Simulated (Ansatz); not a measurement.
# Bi2Te3: pressure as volume per atom varies

Results calculated with Ansatz 0.2.0, not measured. Periodic Kohn-Sham DFT of a crystal at fixed atoms; pressure and stress are positive in compression; the energy is the free energy less that of spherical unpolarised free atoms; site moments are those in the method's own spheres, positive along +z.

Cell of the first row (space group R-3m, No. 166):
```
CELL_PARAMETERS angstrom
2.14820 1.24030 9.95810
-2.14820 1.24030 9.95810
0.00000 -2.48060 9.95810
ATOMIC_POSITIONS crystal
Bi 0.40000 0.40000 0.40000
Bi 0.60000 0.60000 0.60000
Te 0.00000 0.00000 0.00000
Te 0.20950 0.20950 0.20950
Te 0.79050 0.79050 0.79050
```

Settings of every row: method all-electron PAW; functional PBEsol; relativity scalar; k mesh 7x7x7; filling fermi-dirac; smearing width 0.08 eV; nucleus gaussian.

Atom start moment: 0 on all atoms.

Limits: a layered crystal: even scaling strains the bonds within the layers, so this curve is stiffer than the crystal under pressure; no spin-orbit coupling on heavy atoms; small gap, it may come from the mesh.

```
row  volume per atom (Å³)  pressure (GPa)
  1                31.839               ?
  2                32.517           1.695
  3                33.194           0.493
  4                33.533           -0.06
  5                33.871          -0.582
  6                 34.21          -1.075
  7                34.549          -1.541
  8                35.226          -2.398
  9                35.904          -3.163
```

Question: what pressure should row 1 give?

Worked fit of pressure. Take u = (V_r/V)^(2/3) − 1 with V_r = 34.041 Å³ an atom, which is twice the finite (Eulerian) strain; such expansions in the strain, on which the Birch-Murnaghan equation of state is built, carry the rest volume and the bulk modulus. The shown rows have u = 0.03101, 0.01694, 0.01007, 0.00334, -0.0033, -0.00983, -0.02255, -0.0349. Least squares give pressure = −0.8321 + 74.372 × u + 223.8 × u² + 188 × u³ GPa; a parabola predicts inner rows, each left out in turn, worse (root mean square 0.0018 against 0.00076 GPa). The rows lie off it by 0.000, 0.000, 0.000, -0.001, 0.000, 0.001, 0.000, 0.000. The pressure vanishes at u = 0.0108, or V = 33.5 Å³ an atom, and there the bulk modulus at fixed shape and fractions is B = −V dP/dV = (2/3)(1 + u) dP/du = 53.4 GPa. Letting shape and atoms relax would as a rule lower it, by much in layered, chain or molecular crystals. The withheld row has u = 0.04559, so the fit gives −0.8321 + 74.372 × (0.04559) + 223.8 × (0.04559)² + 188 × (0.04559)³ = 3.041 GPa.

The calculation gave 3.04 GPa. The fit lies 0.001 GPa (0.016 % of the column's range) above it, one unit of the last digit. This row lies beyond the range of the fit.
